**Entropy and zero-point energy of group 14 radicals, split into parts**

The table holds harmonic modes, zero-point energies, enthalpies and entropies (ideal gas, rigid rotor, harmonic oscillator, 298.15 K, 1 bar) of ten doublet radicals in three frames, with C, Si, Ge or Sn at the marked site, at unrestricted PBE0-D4/def2-TZVP. The program splits each entropy, without fitted parameters, into translation, rotation, spin and a vibrational remainder, and sets each step against the cap that the Teller–Redlich product rule puts on a pure change of mass. It also derives angle sums and bond lengths from the geometries and tries a planar inertia model, reduced-mass scaling of the highest mode and a bond-additive zero-point drop fixed on two frames. With the symmetry term removed, all seven steps exceed the mass cap, by 1.3 to 13.4 J/(mol K), and the lowest mode alone does not account for the vibrational changes. The additive model gives 23.8 kJ/mol for the C to Ge zero-point drop in the vinyl frame against 26.8 in the table, where the carbon row is planar, delocalised allyl.

Calculated values. Gas-phase doublet radicals in which the marked atom * of each frame (SMILES) is varied, with geometries and vibrations from Ansatz 0.2.0 at unrestricted PBE0-D4/def2-TZVP (def2 core potential on Sn). Thermal quantities are for an ideal gas of rigid rotors with unscaled harmonic modes at 298.15 K and 1 bar; masses are standard atomic weights.

## Script

```python
# Table: ideal-gas RRHO thermochemistry (298.15 K, 1 bar) of doublet radicals, Ansatz 0.2.0, UKS PBE0-D4/def2-TZVP.
# Tested: split of S into translation, rotation, spin, vibration; mass-only cap; lowest mode alone; ZPE additivity.
T = {
    'formula': ['C3H7', 'C2H7Si', 'C2H7Ge', 'C3H5', 'C2H5Si', 'C2H5Ge', 'C2H5Sn', 'CH3', 'GeH3', 'H3Sn'],
    'member': ['H*(C)C', 'H*(C)C', 'H*(C)C', 'H*(H)C=C', 'H*(H)C=C', 'H*(H)C=C', 'H*(H)C=C', 'H*(H)H', 'H*(H)H', 'H*(H)H'],
    'element': ['C', 'Si', 'Ge', 'C', 'Si', 'Ge', 'Sn', 'C', 'Ge', 'Sn'],
    'Z': [6, 14, 32, 6, 14, 32, 50, 6, 32, 50],
    'en': [2.55, 1.9, 2.01, 2.55, 1.9, 2.01, 1.96, 2.55, 2.01, 1.96],
    'pg': ['Cs', 'Cs', 'Cs', 'C2v', 'C1', 'C1', 'C1', 'D3h', 'C3v', 'C3v'],
    's2': [0.755, 0.752, 0.752, 0.789, 0.764, 0.76, 0.754, 0.755, 0.752, 0.752],
    'atoms': [10, 10, 10, 8, 8, 8, 8, 4, 4, 4],
    'mass': [43.1, 59.2, 103.7, 41.1, 57.1, 101.7, 147.8, 15.0, 75.6, 121.7],  # u
    'sigma': [1, 1, 1, 2, 1, 1, 1, 6, 3, 3],
    'inertia': [54100, 230000, 402000, 25700, 115000, 232000, 412000, 11.0, 98.2, 191],  # u^3 Å^6
    'w_low': [110.4, 139.5, 113.3, 424.3, 202.8, 179.9, 126.3, 526.3, 695.0, 637.4],  # 1/cm
    'w_high': [3193.4, 3141.5, 3160.4, 3263.4, 3220.2, 3216.8, 3203.4, 3311.1, 2151.4, 1911.1],  # 1/cm
    'zpe': [231.1, 211.6, 209.0, 173.7, 150.0, 146.9, 141.0, 78.2, 52.7, 46.3],  # kJ/mol
    'h': [247.2, 228.9, 227.1, 186.2, 164.8, 162.2, 157.2, 88.7, 63.3, 57.1],  # kJ/mol
    's': [293.9, 308.0, 324.2, 257.7, 287.5, 300.6, 314.4, 194.6, 229.7, 239.9],  # J/(mol K)
}
import numpy as np
from scipy.constants import R, k, h, c, u, pi, N_A, e
Tk, p = 298.15, 1e5
f, mem, Z = T['formula'], T['member'], [int(z) for z in T['Z']]
M, sig, nat, I3, wl, wh, zpe, H, S, en = (np.array(T[x], float) for x in
    ['mass', 'sigma', 'atoms', 'inertia', 'w_low', 'w_high', 'zpe', 'h', 's', 'en'])
aw = {6: 12.011, 14: 28.085, 32: 72.630, 50: 118.710}; mH = 1.008  # standard atomic weights, u
cm = h*c*100*N_A  # J/mol per 1/cm
def sv(w):
    x = cm*np.asarray(w, float)/(R*Tk); return R*(x/np.expm1(x) - np.log1p(-np.exp(-x)))
St = R*(np.log((2*pi*M*u*k*Tk/h**2)**1.5*k*Tk/p) + 2.5)
Sr = R*(np.log(np.sqrt(pi*I3)*(8*pi**2*k*Tk*u*1e-20/h**2)**1.5/sig) + 1.5)
Se = R*np.log(2); Sv = S - St - Sr - Se; Hv = H - zpe - 4*R*Tk/1e3
# geometries (A) typed from the same runs: *, three neighbours (carbons first), far vinyl carbon if any
G = {'C3H7': [[.42,-.15,-.41],[-.67,.78,-.79],[.46,-.76,.94],[1.30,-.21,-1.04]],
 'C2H7Si': [[.58,.68,.03],[-1.06,.73,-.88],[.74,-.86,1.09],[1.71,.75,-.95]],
 'C2H7Ge': [[.71,.51,-.36],[-1.20,.87,-.66],[.94,-.87,1.02],[1.37,.04,-1.69]],
 'C3H5': [[-.46,.96,-.62],[.34,.23,.23],[-1.26,.48,-1.18],[-.31,2.02,-.77],[.22,-1.12,.46]],
 'C2H5Si': [[.89,-.91,.81],[-.36,.35,.33],[1.53,-1.54,-.38],[.36,-1.92,1.76],[-.41,.93,-.88]],
 'C2H5Ge': [[1.00,-.94,.74],[-.57,.05,.24],[2.15,-.70,-.26],[.72,-2.44,.95],[-.56,1.10,-.57]],
 'C2H5Sn': [[1.17,-1.10,.51],[-.22,.51,.45],[1.23,-1.81,-1.05],[.70,-2.27,1.68],[-.62,1.07,-.69]],
 'CH3': [[0,0,0],[.09,.90,.59],[-.88,-.17,-.60],[.79,-.73,.01]],
 'GeH3': [[.21,-.13,-.25],[1.05,.11,1.02],[-.88,-1.18,0],[-.39,1.19,-.77]],
 'H3Sn': [[.28,-.21,-.27],[1.05,.01,1.24],[-1.12,-1.17,-.06],[-.15,1.31,-.93]]}
nC = {'H*(C)C': 2, 'H*(H)C=C': 1, 'H*(H)H': 0}
print(f"row: S = trans+rot+spin({Se:.2f})+vib | vib% | S(lowest mode) | vib rest, J/(mol K)")
for i in range(len(f)):
    print(f"{f[i]:7s}{S[i]:6.1f} ={St[i]:7.1f}{Sr[i]:7.1f}{Sv[i]:6.1f} |{100*Sv[i]/S[i]:5.1f} |{sv(wl[i]):5.1f} |{Sv[i]-sv(wl[i]):5.1f}")
print("row: angle sum deg, r(*-H), r(*-C), r(C=C) A | ZPE/H %, Hvib kJ/mol, mean mode 1/cm")
ang, rH = [], []
for i in range(len(f)):
    g = np.array(G[f[i]], float); v = g[1:4] - g[0]; r = np.linalg.norm(v, axis=1); n = nC[mem[i]]
    ang.append(sum(np.degrees(np.arccos(v[a]@v[b]/r[a]/r[b])) for a, b in [(0,1),(0,2),(1,2)]))
    rH.append(r[n:].mean()); rc = f"{r[:n].mean():.2f}" if n else "  - "
    cc = f"{np.linalg.norm(g[4]-g[1]):.2f}" if len(g) > 4 else "  - "
    print(f"{f[i]:7s}{ang[i]:5.0f} {rH[i]:.2f} {rc} {cc} |{100*zpe[i]/H[i]:5.1f}{Hv[i]:6.2f}{2e3*zpe[i]/cm/(3*nat[i]-6):6.0f}")
print("step: dS = mass inertia sigma vib | lowest | mass cap, excess(dS-sigma-cap) | dEN | dZPE dH kJ/mol | dw_high")
exc = []
for i in range(len(f)-1):
    j = i+1
    if mem[i] != mem[j]: continue
    ds = R*np.log(sig[i]/sig[j]); cap = 1.5*R*np.log(aw[Z[j]]/aw[Z[i]]); exc.append(S[j]-S[i]-ds-cap)
    print(f"{f[i]}>{f[j]}: {S[j]-S[i]:.1f} = {St[j]-St[i]:.1f} {Sr[j]-Sr[i]-ds:.1f} {ds:.1f} {Sv[j]-Sv[i]:.1f} | "
          f"{sv(wl[j])-sv(wl[i]):+.1f} | {cap:.1f} {exc[-1]:+.1f} | {en[j]-en[i]:+.2f} | {zpe[j]-zpe[i]:.1f} {H[j]-H[i]:.1f} | {wh[j]-wh[i]:+.0f}")
ix = {x: i for i, x in enumerate(f)}; m = ix['CH3']
print(f"rounding floor: S parts ~{0.05+1.5*R*0.05/M.min()+0.5*R*0.005:.2f} J/(mol K) at worst; Hvib 0.1, dZPE 0.1 kJ/mol; r 0.01 A")
run = 2.7383e-05*e*N_A  # CH3 vibrational entropy (eV/K) typed from the same run
print(f"CH3 Svib remainder {Sv[m]:.2f}, run {run:.2f}; umbrella at rough recalled 600 1/cm: {sv(600)-sv(wl[m]):+.2f} J/(mol K)")
print(f"20% softer lowest mode adds up to {np.max(sv(0.8*wl)-sv(wl)):.1f} J/(mol K); 4RT = {4*R*Tk/1e3:.2f} kJ/mol")
mu = lambda z: aw[z]*mH/(aw[z]+mH)
for x in ['CH3', 'GeH3', 'H3Sn']:
    i = ix[x]; mod = 6.75*mH**3*rH[i]**6
    print(f"{x}: planar inertia {mod:.1f} vs {I3[i]:.1f} ({100*(mod/I3[i]-1):+.0f}%); w_high ratio {wh[i]/wh[m]:.3f}, "
          f"mu only {np.sqrt(mu(6)/mu(Z[i])):.3f}, k ratio {mu(Z[i])*wh[i]**2/(mu(6)*wh[m]**2):.2f}")
a = (zpe[ix['GeH3']]-zpe[m])/3; b = (zpe[ix['C2H7Ge']]-zpe[ix['C3H7']]-a)/2
act = zpe[ix['C2H5Ge']]-zpe[ix['C3H5']]
print(f"ZPE C>Ge per *-H {a:.1f}, per *-C {b:.1f}; vinyl frame model {2*a+b:.1f}, table {act:.1f}, miss {act-2*a-b:+.1f} kJ/mol")
print(f"half quantum of w_high shift CH3>GeH3 {cm*(wh[ix['GeH3']]-wh[m])/2e3:.1f} kJ/mol; C>Ge dZPE H*(C)C {a+2*b:.1f}")
assert abs(Sv[m]-run) < 0.2
assert min(exc) > 0
assert all((ang[i] > 350) if Z[i] == 6 else (ang[i] < 345) for i in range(len(f)))
assert wl[ix['C2H7Si']] > wl[ix['C3H7']] and Sv[ix['C2H7Si']] > Sv[ix['C3H7']]
```

Running it gives:

```
row: S = trans+rot+spin(5.76)+vib | vib% | S(lowest mode) | vib rest, J/(mol K)
C3H7    293.9 =  155.8   93.8  38.5 | 13.1 | 13.6 | 24.9
C2H7Si  308.0 =  159.8   99.8  42.6 | 13.8 | 11.8 | 30.9
C2H7Ge  324.2 =  166.7  102.2  49.5 | 15.3 | 13.4 | 36.1
C3H5    257.7 =  155.2   85.0  11.8 |  4.6 |  3.7 |  8.1
C2H5Si  287.5 =  159.3   97.0  25.5 |  8.9 |  8.8 | 16.7
C2H5Ge  300.6 =  166.5   99.9  28.5 |  9.5 |  9.7 | 18.7
C2H5Sn  314.4 =  171.2  102.3  35.2 | 11.2 | 12.6 | 22.6
CH3     194.6 =  142.6   43.6   2.6 |  1.3 |  2.5 |  0.1
GeH3    229.7 =  162.8   58.5   2.7 |  1.2 |  1.3 |  1.4
H3Sn    239.9 =  168.7   61.2   4.2 |  1.7 |  1.6 |  2.5
row: angle sum deg, r(*-H), r(*-C), r(C=C) A | ZPE/H %, Hvib kJ/mol, mean mode 1/cm
C3H7     359 1.08 1.48   -  | 93.5  6.18  1610
C2H7Si   332 1.50 1.88   -  | 92.4  7.38  1474
C2H7Ge   330 1.56 1.97   -  | 92.0  8.18  1456
C3H5     360 1.08 1.38 1.37 | 93.3  2.58  1613
C2H5Si   337 1.49 1.84 1.34 | 91.0  4.88  1393
C2H5Ge   336 1.54 1.92 1.33 | 90.6  5.38  1364
C2H5Sn   329 1.72 2.13 1.33 | 89.7  6.28  1310
CH3      360 1.08   -    -  | 88.2  0.58  2179
GeH3     333 1.54   -    -  | 83.3  0.68  1468
H3Sn     329 1.71   -    -  | 81.1  0.88  1290
step: dS = mass inertia sigma vib | lowest | mass cap, excess(dS-sigma-cap) | dEN | dZPE dH kJ/mol | dw_high
C3H7>C2H7Si: 14.1 = 4.0 6.0 0.0 4.1 | -1.9 | 10.6 +3.5 | -0.65 | -19.5 -18.3 | -52
C2H7Si>C2H7Ge: 16.2 = 7.0 2.3 0.0 6.9 | +1.7 | 11.8 +4.4 | +0.11 | -2.6 -1.8 | +19
C3H5>C2H5Si: 29.8 = 4.1 6.2 5.8 13.7 | +5.1 | 10.6 +13.4 | -0.65 | -23.7 -21.4 | -43
C2H5Si>C2H5Ge: 13.1 = 7.2 2.9 0.0 3.0 | +0.9 | 11.8 +1.3 | +0.11 | -3.1 -2.6 | -3
C2H5Ge>C2H5Sn: 13.8 = 4.7 2.4 0.0 6.8 | +2.8 | 6.1 +7.7 | -0.05 | -5.9 -5.0 | -13
CH3>GeH3: 35.1 = 20.2 9.1 5.8 0.1 | -1.2 | 22.4 +6.9 | -0.54 | -25.5 -25.4 | -1160
GeH3>H3Sn: 10.2 = 5.9 2.8 0.0 1.5 | +0.3 | 6.1 +4.1 | -0.05 | -6.4 -6.2 | -240
rounding floor: S parts ~0.11 J/(mol K) at worst; Hvib 0.1, dZPE 0.1 kJ/mol; r 0.01 A
CH3 Svib remainder 2.61, run 2.64; umbrella at rough recalled 600 1/cm: -0.61 J/(mol K)
20% softer lowest mode adds up to 1.8 J/(mol K); 4RT = 9.92 kJ/mol
CH3: planar inertia 10.9 vs 11.0 (-1%); w_high ratio 1.000, mu only 1.000, k ratio 1.00
GeH3: planar inertia 91.7 vs 98.2 (-7%); w_high ratio 0.650, mu only 0.967, k ratio 0.45
H3Sn: planar inertia 173.2 vs 191.0 (-9%); w_high ratio 0.577, mu only 0.965, k ratio 0.36
ZPE C>Ge per *-H -8.5, per *-C -6.8; vinyl frame model -23.8, table -26.8, miss -3.0 kJ/mol
half quantum of w_high shift CH3>GeH3 -6.9 kJ/mol; C>Ge dZPE H*(C)C -22.1
```
